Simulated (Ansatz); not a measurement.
# A film clamped to a substrate in Cu

Method: DFT r2SCAN, scalar-relativistic, plane waves, PAW (Ansatz 0.2.0). Cutoff 500 eV, Γ-centred 24×24×24 k-points, Gaussian smearing of 0.15 eV. No spin polarisation. Energies are free energies at this smearing, counted from the undisturbed cell; pressure is positive in compression.

The starting cell (as given, not relaxed at this level; it stands at 0.3 GPa; this bcc form isn't the usual structure):

```
Cu
1.0
    -1.44279    1.44279    1.37608
     1.44279   -1.44279    1.37608
     1.44279    1.44279   -1.37608
Cu
1
Direct
  0.00000 0.00000 0.00000
```

The cell (1 atom, V0 = 11.46 Å³) is strained by p along both x and y and by q along z, fractional coordinates fixed. τp = (1/V0) ∂E/∂p = (σxx + σyy)(1 + p)(1 + q) and τq = (1/V0) ∂E/∂q = σzz(1 + p)², with tension positive.

```
     p q  ΔE (meV/atom)  τp (GPa)  τq (GPa)
 0.000   0.000           0.00     -0.55     -0.30
-0.025   0.000          16.50    -18.60     -9.14
 0.025   0.000          12.37     13.86      6.89
 0.000  -0.025           4.83     -8.80     -5.28
 0.000   0.025           3.04      7.18      3.56
```

Get the second derivatives of the energy density.

Central differences give A = ∂τp/∂p = 649 GPa (C11 + C22 + 2 C12), C = ∂τq/∂q = 177 GPa (C33) and the cross term B = ∂τq/∂p = 321 GPa (C13 + C23); ∂τp/∂q = 320 GPa must equal B, and any difference shows higher-order terms. The ions are clamped.

A film of this crystal grows with z along the normal on a substrate that imposes p. How does its thickness respond, and what does the misfit cost?

Count p and q from the stress-free cell. A free surface needs τq = 0, so q = −(B/C) p = -1.81 p. The energy density left is (A − B²/C) p²/2 = M p², with the biaxial modulus M = 34 GPa (a small difference of large numbers, so errors of a few per cent in A, B and C become tens of per cent in M); a misfit of 1 % costs 0.24 meV/atom, against 2.32 meV/atom if the thickness were held.

In a metal these slopes depend on the k mesh and the smearing.

The film accommodates misfit mainly by changing shape rather than volume. The thickness response of -1.81 p is close to the constant-volume limit, and letting the thickness relax cuts the cost of a 1 % misfit from 2.32 to 0.24 meV/atom. Copper's filled d shells and its electron gas strongly resist compression, but its nearly non-directional metallic bonding offers little resistance to a tetragonal change of shape. That distortion follows the Bain path linking bcc to fcc, along which the energy varies gently, so the small M probably reflects this soft path and shouldn't be carried over to ordinary fcc copper films.

The cell is in fact slightly shortened along z relative to cubic bcc, and its nearly hydrostatic residual stress suggests that it lies close to a stationary point for tetragonal strain. The positive M indicates resistance to distortions that keep the in-plane lattice square, but it doesn't establish a metastable film: equal strains along x and y leave the in-plane shear that would make the cell orthorhombic untested.
